Q: Silica is held together by short, strong Si–O bonds, so I took it for a stiff solid. Then I looked at these five volumes of a cristobalite-like form, and I can't reconcile the pressures with the bonds.

SiO2 (space group I-42d, 6 atoms in the cell), calculated with Ansatz 0.2.0 using the r2SCAN functional, PAW plane waves, a 500 eV cutoff and an 8×8×8 k mesh. Cell shape and atoms are relaxed at each volume, keeping the symmetry. Energies count from the minimum of a third-order Birch-Murnaghan fit; pressures are taken from the calculated stress.

```
volume per atom (Å³/atom)  energy over minimum (meV/atom)  pressure (GPa)  band gap on mesh (eV)
                   14.016                             4.2            1.55                  6.797
                   14.463                             1.0            0.76                  6.675
                   14.910                             0.0            0.00                  6.557
                   15.358                             0.9           -0.69                  6.442
                   15.805                             3.6           -1.25                  6.332
```

A: What do you find hard to reconcile?

Q: Squeezing out 6 % of the volume takes only 1.55 GPa and costs about 4 meV an atom. If every bond had to shorten, shouldn't that cost far more?

A: It should, and the same calculations contain a case where every bond does shorten. The run at 14.463 Å³ an atom began from the equilibrium cell shrunk evenly by 3 % in volume, with all atoms at their old relative positions. In such a cell the angles stay as they were and each bond becomes about 1 % shorter. The pressure at that moment was 5.5 GPa. After the atoms and the cell shape had relaxed at the same volume, it was 0.76 GPa.

Q: How do you know that nothing had relaxed yet at that moment?

A: The run's input gives the starting lattice and positions, and the first relaxation step has the same ones: the equilibrium cell, scaled evenly to 0.97 of its volume. The energy agrees with that. A solid squeezed evenly from rest stores about half the final pressure times the change of volume, which here makes 7.6 meV an atom. The unrelaxed cell lay 7.4 meV an atom above equilibrium. The largest force on an atom was 0.36 eV/Å, so the atoms were still far from settled. Relaxation then brought the energy down to 1.0 meV.

Q: So the bonds are stiff, but the crystal finds a way to shrink without shortening them much?

A: Yes. Without relaxation the solid resists with a stiffness of about 180 GPa, meaning pressure divided by the relative change of volume. With relaxation the same step gives about 25 GPa. The low pressures in the table are therefore not a sign of weak bonds. They show that the atoms have an easier way to move.

Q: What is that easier way?

A: Each silicon sits in a tetrahedron of four oxygens, and each oxygen is a corner shared by two tetrahedra. The tetrahedron is hard to deform, but the Si–O–Si bridge at the shared corner bends easily. That much is standard silica chemistry. When one tetrahedron turns about the c axis, its neighbours must turn the other way, rather like gears, and the framework draws together sideways.

Q: Only sideways? Why shouldn't it also shrink along c?

A: Look down the c axis. Call ℓ the length of an Si–O bond as seen in that projection, and φ the angle through which the tetrahedra have turned. Two silicons joined by an oxygen lie a/2 apart along one of the a axes, and each of the two bonds contributes ℓ cos φ to that distance. Hence

a = 4 ℓ cos φ

A turn about c doesn't change the height of a tetrahedron, so c stays fixed. The volume is proportional to a²c, and with c fixed this gives

a ∝ V^(1/2)

where V is the volume per atom. If the crystal shrank evenly in all directions, a would instead follow V^(1/3).

Q: Then the cell shape can tell the two pictures apart. Can you show me for one row?

A: Take the most compressed one, and start from the equilibrium value a = 4.947 Å. Rigid turning predicts

a = 4.947 Å × √(14.016 / 14.910) = 4.80 Å

The relaxed cell also has a = 4.80 Å, whereas even shrinkage would give 4.85 Å. No constant was adjusted; only the equilibrium cell went in. Strictly, the match shows that c hardly changed, as turning requires. That the bonds also kept nearly their length is suggested by the low pressure, not by the cell shape.

Q: Does it work as well when the crystal is stretched?

A: Less well. At the largest volume turning predicts 5.09 Å, the relaxed cell has 5.08 Å, and even expansion would give 5.04 Å. Turning is still the better description, but now c grows noticeably too, so the tetrahedra can't be moving as perfectly rigid bodies.

Q: Why should the picture get worse on that side?

A: The cosine offers a likely reason. As the tetrahedra turn back towards φ = 0, cos φ flattens, so each further degree of turning gains less volume. Other changes, such as a slight elongation of the tetrahedra along c, then become worth their cost. The growth of c fits this, but bond lengths at the stretched volumes would be needed to confirm it.

Q: Over the whole series, how unequal are the axes?

A: From the smallest to the largest volume, a grows by 5.7 % and c by only 0.9 %. The two a axes together carry roughly nine tenths of the volume change. I wouldn't state that share more finely, because the most compressed cell had not quite settled: its stress along a still exceeded that along c by 0.14 GPa. Settling fully should widen a and shorten c a little, so the close match with rigid turning in that row is probably somewhat flattered.

Q: And the bridge angle? That is what really bends.

A: If I keep the Si–O bond at its equilibrium length of 1.61 Å, the cell dimensions give an Si–O–Si angle of about 139° at the smallest volume and 154° at the largest. The fixed bond is an assumption, so treat these as estimates. They still convey the scale of the motion: the bridge opens by some 15° while the pressure changes by less than 3 GPa.

Q: There is something uneven in the pressures, though. The volumes are equally spaced, but the pressure steps shrink from 0.79 GPa at the compressed end to 0.56 GPa at the stretched end.

A: Part of that is bookkeeping: an equal step is a smaller fraction of a larger volume, so the steps would shrink somewhat even at constant stiffness. The rest is real softening on expansion. Pressure step divided by relative change of volume falls from about 25 GPa at the compressed end to about 20 GPa at the stretched end. The energies lean the same way, again partly for the bookkeeping reason: 6 % of compression costs 4.2 meV an atom, and 6 % of expansion costs 3.6 meV. A likely reason is that closing a bridge pushes together atoms that aren't bonded to each other: above all the two silicons across the bridge, only about 3 Å apart. Their repulsion rises steeply at short distance and fades as they move apart. Oxygens of neighbouring tetrahedra are expected to stay too far apart in this open framework to add much. This effect has to outweigh the flattening cosine, which by itself should make the crystal stiffer on expansion, because each degree of turning then gains less volume. The table doesn't separate these contributions.

Q: The steps shrink most at the last one. Does that have a cause of its own?

A: I wouldn't look for one. The pressures in the table are stresses calculated at each volume. The pressure can also be had as the slope of the smooth curve fitted to the five energies, and the two differ by up to 0.03 GPa. That is about what unfinished relaxation should leave. At 14.463 Å³ an atom the pressure fell by 4.7 GPa while the largest force fell from 0.36 eV/Å to 0.003 eV/Å, so the force still left there is worth roughly 0.04 GPa. By the same measure, the 0.0025 eV/Å left at 15.358 Å³ an atom is worth about 0.03 GPa, and the 0.0006 eV/Å left at 15.805 Å³ less than 0.01 GPa. The measure is rough: the most compressed cell also kept about 0.003 eV/Å, yet there the two pressures agree within 0.01 GPa. A leftover force shifts the stress in proportion but the energy only as its square, so the fitted curve is expected to be the better guide. On the fitted curve the last step is about 0.59 GPa rather than 0.56 GPa. The softening is there both ways, but the extra drop at the end is about as large as the disagreement between the two routes.

Q: Let me turn to the gap. It falls on expansion, and it does so very evenly, even though the pressure doesn't. Why?

A: Compare the gap with the relative change of volume instead of the pressure. A straight line in ln V, fitted by least squares to all five rows, has a slope of −3.87 eV and follows each gap to within 0.001 eV. Such a slope is called a deformation potential. In practical terms, 1 % more volume lowers the gap by about 0.04 eV, whether the crystal starts out compressed or stretched.

Q: What makes the gap fall at all? If the bonds hardly change, I'd have guessed that the gap hardly changes either.

A: That would follow if both edges of the gap depended only on the Si–O bond. In silica the top of the filled bands consists mainly of oxygen lone pairs, which stay close to their atoms. The lowest empty state is s-like and spreads through the whole crystal, including the open space between the tetrahedra. Confining such a spread-out state raises its kinetic energy, and giving it more room lowers it. So when the framework opens up, the empty state should come down relative to the lone pairs, and the gap narrows.

Q: Do the numbers show that it is the empty state that moves?

A: No, that step comes from the general theory of silica's bands. The calculations do print the energies of both edges, and both go down on expansion. But the zero of energy in a periodic crystal can shift from one volume to the next, so only the distance between the edges can be compared. That distance could also change because the lone pairs overlap differently as the bridges open.

Q: Can I at least trust the size of the gap?

A: Not as the gap of real silica. The r2SCAN functional puts it too low: it gives 6.6 eV here, while measured gaps of silica are roughly 9 eV, a figure I quote from memory. The gap is also read only at the points of the k mesh; if a band edge lay between them, the true calculated gap would be somewhat smaller still. The change with volume is usually more reliable than the gap itself, because much of the error is common to all volumes. There is no better calculation here to test that for this crystal.

Q: Then what I'd use is the change with pressure. How do I get it?

A: Divide the gap's slope by the stiffness. The curve fitted to the energies gives a bulk modulus of 23.2 GPa at equilibrium, so

3.87 eV / 23.2 GPa = 0.167 eV per GPa

Taken directly from neighbouring rows, the value runs from 0.15 eV per GPa at the compressed end to 0.20 eV per GPa at the stretched end. The last figure leans on the uncertain last pressure step; with the fitted curve's pressures it is about 0.19. The value rises because the framework softens, while the response of the gap to volume stays nearly the same. Keep one limit in mind: the calculations held the crystal to its starting symmetry, without thermal or zero-point motion. Tilts that lower the symmetry weren't tested, and they could make the framework softer still.

Q: So the unevenness I saw in the pressures comes back here, and the gap itself is innocent.

A: Exactly. A gap can be sensitive to pressure because the electrons respond strongly to volume or because the volume responds strongly to pressure. Here the soft framework supplies much of the sensitivity. For a related network of stiff units on flexible corners, I'd ask first how easily the units can turn, and only then how strong their bonds are.

Q: One thing still bothers me. When the volume grows, the bridges open as well. How do I know whether the gap responds to the room between the tetrahedra or to the angle?

A: From these five rows you can't know, because volume and angle change together in every one of them. They are also tied by geometry: bond length and bridge angle together almost fix the volume, so with the bonds held constant you can't change one without the other. The evenly shrunk cell at 14.463 Å³ would still give a useful hint. It has the same volume as the relaxed cell, but its bridges are as open as at equilibrium, and its bonds are about 1 % shorter. Its energy and pressure were printed, but its gap was not. If the two gaps turned out nearly equal, volume alone would look like a good guide to the gap, unless the effects of shorter bonds and wider bridges happened to cancel; if they differed clearly, bond length and angle would matter in their own right.
